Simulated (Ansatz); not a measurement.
Rh₂O₅: pressure and energy above lowest point against volume per atom

Results calculated with Ansatz 0.2.0 development build, not measured. Equation of state of a cubic crystal from periodic Kohn-Sham density functional theory without spin; pressure corrected for the finite basis.

Cell of the first row (space group Pn-3m, No. 224):
```
CELL_PARAMETERS angstrom
4.97270 0.00000 0.00000
0.00000 4.97270 0.00000
0.00000 0.00000 4.97270
ATOMIC_POSITIONS crystal
Rh 0.00000 0.00000 0.00000
Rh 0.50000 0.50000 0.00000
Rh 0.50000 0.00000 0.50000
Rh 0.00000 0.50000 0.50000
O 0.50000 0.00000 0.00000
O 0.00000 0.50000 0.00000
O 0.00000 0.00000 0.50000
O 0.50000 0.50000 0.50000
O 0.75000 0.75000 0.25000
O 0.75000 0.25000 0.75000
O 0.25000 0.75000 0.75000
O 0.75000 0.25000 0.25000
O 0.25000 0.75000 0.25000
O 0.25000 0.25000 0.75000
```

Settings of every row: formula Rh2O5; structure type cubic X2O5; functional PBE; spin treatment none; k mesh 11x11x11; occupation method fermi-dirac; occupation width 0.061225619 eV; wave cutoff 700 eV; datasets hard PAW; density cutoff ratio 4.

Limits: a cubic model structure, not a phase known at ambient conditions; modest k-mesh, values are not fully converged in k; no spin polarisation, a magnetic state may lie lower.

```
row  volume per atom (Å³)  pressure (GPa)  energy above lowest point (meV/atom)
  1                 8.783          15.063                                 24.84
  2                  8.97               ?                                     ?
  3                 9.157           4.455                                  2.55
  4                 9.344           0.005                                     0
  5                  9.53          -3.957                                  2.35
  6                 9.717          -7.482                                  9.06
  7                 9.904         -10.615                                 19.65
```

Question: what pressure and energy above lowest point should row 2 give?

Worked fit of pressure. Take u = (V_r/V)^(2/3) − 1 with V_r = 9.437 Å³ an atom, which is twice the finite (Eulerian) strain; such expansions in the strain, on which the Birch-Murnaghan equation of state is built, carry the rest volume and the bulk modulus. The shown rows have u = 0.04904, 0.02028, 0.00662, -0.00652, -0.0193, -0.03169. Least squares give pressure = −2.0373 + 301.154 × u + 968.04 × u² GPa; a straight line predicts inner rows, each left out in turn, worse (root mean square 0.65 against 0.013 GPa). The rows lie off it by 0.004, -0.013, 0.006, 0.003, 0.007, -0.006 (root mean square 0.0072 GPa). The pressure vanishes at u = 0.0066, or V = 9.344 Å³ an atom, and there the bulk modulus at fixed shape and fractions is B = −V dP/dV = (2/3)(1 + u) dP/du = 211 GPa. The withheld row has u = 0.03441, so the fit gives −2.0373 + 301.154 × (0.03441) + 968.04 × (0.03441)² = 9.472 GPa.

The calculation gave 9.453 GPa. The fit lies 0.019 GPa (0.074 % of the column's range) above it; its largest miss of a shown row is 0.013 GPa.

Worked fit of energy above lowest point. Take u = (V_r/V)^(2/3) − 1 with V_r = 9.437 Å³ an atom, which is twice the finite (Eulerian) strain; such expansions in the strain, on which the Birch-Murnaghan equation of state is built, carry the rest volume and the bulk modulus. The shown rows have u = 0.04904, 0.02028, 0.00662, -0.00652, -0.0193, -0.03169. Least squares give energy above lowest point = 0.607 − 179.9 × u + 13467.7 × u² + 5660 × u³ meV/atom; a parabola predicts inner rows, each left out in turn, worse (root mean square 0.11 against 0.014 meV/atom). The rows lie off it by 0.00, 0.01, -0.01, 0.00, 0.01, 0.00. Its lowest point lies at u = 0.0067, or V = 9.344 Å³ an atom, and the curvature there gives the bulk modulus at fixed shape and fractions, B = (4/9)(1 + u)² E″(u)/V = 210 GPa. The withheld row has u = 0.03441, so the fit gives 0.607 − 179.9 × (0.03441) + 13467.7 × (0.03441)² + 5660 × (0.03441)³ = 10.59 meV/atom.

The calculation gave 10.6 meV/atom. The fit lies 0.01 meV/atom (0.04 % of the column's range) below it, one unit of the last digit.
